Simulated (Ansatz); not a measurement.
HfC: the change of pressure with volume scale

Periodic Kohn-Sham DFT of a crystal at fixed atoms, scaled to volume_scale times the given cell; pressure positive in compression, energy less spherical unpolarised free atoms, largest_vzz the field gradient of largest size among the nuclei. The results are calculated, by Ansatz 0.2.0.

The cell before it is scaled or strained (space group Fm-3m, No. 225):
```
CELL_PARAMETERS angstrom
0.00000 2.32570 2.32570
2.32570 0.00000 2.32570
2.32570 2.32570 0.00000
ATOMIC_POSITIONS crystal
Hf 0.00000 0.00000 0.00000
C 0.50000 0.50000 0.50000
```

Settings of every row: method frozen-core PAW; functional PBE; relativity scalar; k mesh 16x16x16; filling fermi-dirac; smearing width 0.05 eV; wave cutoff 420 eV; paw set soft_2.

Atom start moment: 0 on all atoms.

Limits: no spin-orbit coupling on heavy atoms.

```
row  volume scale  V (Å³/atom)  pressure (GPa)
  1        0.9405       11.831          16.172
  2          0.98       12.328           4.918
  3             1        12.58               ?
  4          1.02       12.831           -4.45
  5          1.06       13.334         -12.144
```

Question: what pressure should row 3 give?

Worked fit of pressure. Take u = (V_r/V)^(2/3) − 1 with V_r = 12.579 Å³ an atom, which is twice the finite (Eulerian) strain; such expansions in the strain, on which the Birch-Murnaghan equation of state is built, carry the rest volume and the bulk modulus. The shown rows have u = 0.04172, 0.01353, -0.01314, -0.03811. Least squares give pressure = 0.0129 + 351.543 × u + 856.14 × u² GPa; a straight line predicts inner rows, each left out in turn, worse (root mean square 0.87 against 0.018 GPa). The rows lie off it by 0.003, -0.008, 0.009, -0.003 (root mean square 0.0064 GPa). The pressure vanishes at u = -0.0000, or V = 12.58 Å³ an atom, and there the bulk modulus at fixed shape and fractions is B = −V dP/dV = (2/3)(1 + u) dP/du = 234 GPa. The withheld row has u = -5e-05, so the fit gives 0.0129 + 351.543 × (-5e-05) + 856.14 × (-5e-05)² = -0.005 GPa.

The calculation gave 0.004 GPa. The fit lies 0.009 GPa (220 % of the value, 0.032 % of the column's range) below it; its largest miss of a shown row is 0.009 GPa.
